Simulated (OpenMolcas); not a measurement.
## How methods differ on GeNH4Cl (SMILES [NH2][GeH2][Cl])

GeNH4Cl: 7 atoms, total charge 0, spin state singlet. SMILES: `[NH2][GeH2][Cl]`. The coordinates come from a PBE0-D4/def2-TZVP relaxation. This is one conformer, not always the lowest.

```tsv
atom	x (Å)	y (Å)	z (Å)
N	-0.7929	0.5155	-0.7227
Ge	0.5799	0.0033	0.3532
Cl	0.3945	-2.0546	1.0345
H	-1.7009	0.5268	-0.2796
H	-0.8589	0.0147	-1.5977
H	0.5593	0.8649	1.6172
H	1.8802	0.0613	-0.4506
```

Each level gives the energy change with the Ge2–H7 bond stretched from 1.530 to 2.295 Å (eV). The values are calculated.

```
                      level                 kind     program  value (eV)  CPU time (all runs)
  HF/cc-pVDZ (unrestricted)         Hartree–Fock  OpenMolcas        2.31                 11 s
   PBE/cc-pVDZ (restricted)                  GGA  OpenMolcas        1.78                 49 s
revPBE/cc-pVDZ (restricted)                  GGA  OpenMolcas        1.75                 51 s
r2SCAN/cc-pVDZ (restricted)             meta-GGA  OpenMolcas        1.96                 70 s
 B3LYP/cc-pVDZ (restricted)        global hybrid  OpenMolcas        1.91                 45 s
 BHLYP/cc-pVDZ (restricted)        global hybrid  OpenMolcas        2.15                 43 s
  PBE0/cc-pVDZ (restricted)        global hybrid  OpenMolcas        2.00                 45 s
   MP2/cc-pVDZ (restricted)  perturbation theory  OpenMolcas        2.16                 11 s
```

All-electron rows without a relativistic Hamiltonian named are non-relativistic. The first shape isn't each level's own minimum. The values span 1.75 to 2.31 eV. In the correlated wave-function rows the outer d shell of Ge is correlated, in sets not made for it. CPU times are rough (shared hosts, several kinds of processor): they show what a rung costs within a factor of a few.

Stretching the Ge–H bond costs least with the two GGAs and most with Hartree–Fock. The cleanest comparison is PBE with PBE0, where adding exact exchange raises the cost from 1.78 to 2.00 eV; BHLYP, with a larger share, lies above both B3LYP and PBE0. As the bond lengthens, the σ–σ* gap narrows and left-right correlation between the two bonding electrons grows. Hartree–Fock misses most of this stabilisation, even where spin polarisation can recover part of it, whereas semilocal exchange mimics some of it through its more localised exchange hole. Exact exchange isn't the only control, however: r2SCAN contains none, yet lies above B3LYP, which suggests that the form of the semilocal functional also matters.

MP2 falls below Hartree–Fock, as expected if correlation favours the stretched structure. Its closeness to BHLYP doesn't validate either, since a perturbative treatment itself becomes less secure as the gap narrows. The energies describe a partly stretched bond and so don't give the Ge–H dissociation energy.
